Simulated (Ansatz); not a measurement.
HfSi3: formation energy and pressure against volume per atom

Plane-wave density functional theory, PAW datasets, Gaussian smearing 0.05 eV: one cell in which all forces lie under 0.002 eV/angstrom; stress (xx yy zz yz xz xy) and pressure positive in compression; site moments are of spin alone; formation energy from the elements run alike, uncorrected. The results are calculated, by Ansatz 0.2.0.

Cell of the first row (space group Pm-3m, No. 221):
```
CELL_PARAMETERS angstrom
3.87690 0.00000 0.00000
0.00000 3.87690 0.00000
0.00000 0.00000 3.87690
ATOMIC_POSITIONS crystal
Hf 0.00000 0.00000 0.00000
Si 0.00000 0.50000 0.50000
Si 0.50000 0.50000 0.00000
Si 0.50000 0.00000 0.50000
```

Settings of every row: paw set soft_2; functional PBEsol; spin treatment none; moment partition spheres; spin axis none; wave cutoff 420 eV; k mesh 8x8x8; SCF start atoms; lower state search light; symmetry use detected.

Atom first moment, atom hubbard u: 0 on all atoms.

Limits: formation energy without spin-orbit coupling on heavy elements; the cell comes from a prototype or a list of computed structures and needn't be the stable phase.

| row | volume per atom (Å³) | formation energy (eV per atom) | pressure (GPa) |
| --- | --- | --- | --- |
| 1 | 14.568 | -0.1527 | 5.72 |
| 2 | 14.871 | -0.1607 | 2.76 |
| 3 | 15.175 | -0.1633 | 0.09 |
| 4 | 15.478 | -0.1611 | -2.28 |
| 5 | 15.496 | -0.1608 | -2.41 |
| 6 | 15.684 | ? | ? |
| 7 | 15.782 | -0.1546 | -4.35 |
| 8 | 16.293 | -0.1359 | -7.34 |

Question: what formation energy and pressure should row 6 give?

Worked fit of formation energy. Take u = (V_r/V)^(2/3) − 1 with V_r = 15.478 Å³ an atom, which is twice the finite (Eulerian) strain; such expansions in the strain, on which the Birch-Murnaghan equation of state is built, carry the rest volume and the bulk modulus. The shown rows have u = 0.04122, 0.02703, 0.01327, 0, -0.00077, -0.01288, -0.03363. Least squares give formation energy = −0.16106 − 0.3378 × u + 12.619 × u² + 12.2 × u³ eV per atom; a parabola predicts inner rows, each left out in turn, worse (root mean square 0.00018 against 5.6e-05 eV per atom). All shown rows lie on it to the printed digit. The withheld row has u = -0.00878, so the fit gives −0.16106 − 0.3378 × (-0.00878) + 12.619 × (-0.00878)² + 12.2 × (-0.00878)³ = -0.1571 eV per atom.

The calculation gave -0.1571 eV per atom. The fit meets it to the printed digit.

Worked fit of pressure. Take u = (V_r/V)^(2/3) − 1 with V_r = 15.478 Å³ an atom, which is twice the finite (Eulerian) strain; such expansions in the strain, on which the Birch-Murnaghan equation of state is built, carry the rest volume and the bulk modulus. The shown rows have u = 0.04122, 0.02703, 0.01327, 0, -0.00077, -0.01288, -0.03363. Least squares give pressure = −2.27 + 170.12 × u + 577.9 × u² GPa; a straight line predicts inner rows, each left out in turn, worse (root mean square 0.28 against 0.014 GPa). The rows lie off it by 0.00, 0.01, 0.00, -0.01, -0.01, 0.02, 0.00. The pressure vanishes at u = 0.0128, or V = 15.19 Å³ an atom, and there the bulk modulus at fixed shape and fractions is B = −V dP/dV = (2/3)(1 + u) dP/du = 125 GPa. The withheld row has u = -0.00878, so the fit gives −2.27 + 170.12 × (-0.00878) + 577.9 × (-0.00878)² = -3.72 GPa.

The calculation gave -3.71 GPa. The fit lies 0.01 GPa (0.077 % of the column's range) below it, one unit of the last digit.
